## Formal charges are the wrong size

By the usual counting of valences, Ge in this telluride should carry +2, Sb +3 and each Te close to −2. The computed Bader charges, which assign to each atom the electrons in its own basin of the density, have the expected signs but are several times smaller. The size to remember is a few tenths of an electron per atom, or just under one fifth of an electron per unit of formal valence.

GeSbTe3, 5 atoms in the cell, space group R3m (160), conventional a = 4.155, c = 31.202 Å, 31.10 Å³ an atom. Loewdin populations of the shells that the datasets hold (zero for a shell they lack, f left out), summed by atom and angular momentum, and Bader charges at fixed atoms. Program: Ansatz 0.2.0, plane-wave PAW, scalar-relativistic; functional PBE; no spin polarisation; cutoff 420 eV; k mesh 12×12×12; Gaussian smearing of 0.1 eV.

| row | element | s electrons (e) | p electrons (e) | Bader charge (e) | Bader volume (Å³) |
| --- | --- | --- | --- | --- | --- |
| 1 | Ge | 1.80 | 2.29 | 0.38 | 20.94 |
| 2 | Sb | 1.89 | 2.82 | 0.55 | 25.28 |
| 3 | Te | 1.85 | 4.19 | -0.38 | 33.75 |
| 4 | Te | 1.91 | 4.18 | -0.28 | 37.96 |
| 5 | Te | 1.84 | 4.05 | -0.26 | 37.56 |

## Why a fraction of the valence

The s shells of all five atoms are nearly full, with 1.8 to 1.9 electrons, so the bonding is mainly the work of the p electrons. Ge brings two of them and Sb three. Te attracts electrons only slightly more strongly than Ge or Sb, so the bonding electrons are shared and lean only a little towards Te. If each p electron leans by about the same amount, a cation's charge grows with the number of p electrons it brings.

The two cations fit this picture: Ge loses 0.19 e per unit of valence and Sb 0.18 e. Both have six Te neighbours, so if every bond moved the same charge, they would be equally positive, and they are not. Still, two cations can't prove a proportionality. That every p electron leans equally is a simple assumption, so the rule is an empirical one with a plausible reading.

## The rule, worked on two sites

**Bader charge ≈ 0.18 e × formal valence.**

For Te the valence follows from neutrality. Ge and Sb offer 2 + 3 = 5 electrons, while three Te atoms would need six to fill their shells. Shared equally, the five give each Te a valence of −5/3. The factor comes from a least-squares fit of this one proportionality to all five sites, which gave 0.185 and is rounded here for use by hand.

- **Sb (row 2):** 0.18 × 3 = 0.54 e. The calculation gives 0.55 e.
- **Te (row 3):** 0.18 × (−5/3) = −0.30 e. The calculation gives −0.38 e, so the estimate is too small by a fifth of the computed charge.

Both sites were part of the fit, so they show how the rule works and don't test it independently. A stricter trial sets the factor from Ge alone, at 0.19; the other four charges then come out within about 0.06 e. Part of that success is built in, because neutrality fixes the mean Te charge once both cations are right. With the factor 0.18, the typical (root-mean-square) miss over the five sites is 0.04 e, and row 3 is the worst case.

## What the neighbours do to Te

Row 3 misses because the rule treats all Te atoms alike. The distances point to layers in the order Te–Ge–Te–Sb–Te, with an open gap of about 3 Å before the next block. Row 3, listed first and with the smallest volume of the three, is most likely the inner Te. It then touches three Ge and three Sb, whereas an outer Te touches only three cations.

Suppose each cation spreads its valence evenly over its six bonds. The inner Te then receives 3 × 2/6 + 3 × 3/6 = 2.5 units, which makes −0.45 e. The outer two share the remaining 2.5 units, about −0.23 e each on average.

This overshoots the inner Te and undershoots the outer ones, the reverse of equal sharing. With the outer two taken at their average, each computed Te charge lies between the two estimates, so together they give a useful range here. The number of cation neighbours seems to matter, but less than strict bond counting says. A likely reason is that the bonds aren't equal. Each cation sits closer to its outer Te than to the inner one: about 2.8 Å against at least 3.1 Å for Ge, and 3.0 Å against 3.1 Å for Sb. A shorter bond is expected to carry more of the valence.

A larger volume doesn't mean a larger charge here. The Bader volumes fill the whole cell, so the gap is assigned to atoms, and the outer Te atoms are about 12 % larger than the inner one although they are less negative. The atoms were held at their input positions, so the gap width is an input of this calculation and not a prediction. PBE lacks the dispersion forces that help to hold such blocks together, so relaxing the cell with it alone could give a wrong gap.

## Where the rule stops

The rule estimates Bader charges only. Loewdin populations, which assign electrons to atomic orbitals, give Ge 4 − 1.80 − 2.29 = −0.09 e, where Bader gives +0.38 e. In bonds this weakly polar, the way the shared electrons are divided can decide even the sign. A Bader charge of +0.4 e on Ge is therefore no evidence against formal Ge(II), and it shouldn't be compared with an oxidation state from a chemical analysis.

The missing sixth electron sets another limit. This cell has an odd number of electrons and isn't a normal closed-shell telluride. Spreading the shortage equally over the three Te atoms is an assumption, and the calculation left out spin polarisation, which an unpaired electron might require.

The factor 0.18 also belongs to this pairing of elements. In an oxide of Ge and Sb the bonds lean much further towards the anion, so the same counting of valences would need a considerably larger factor. One reliable Bader charge on a cation could set a new scale there, but this table can't show whether a single factor would serve both cations.
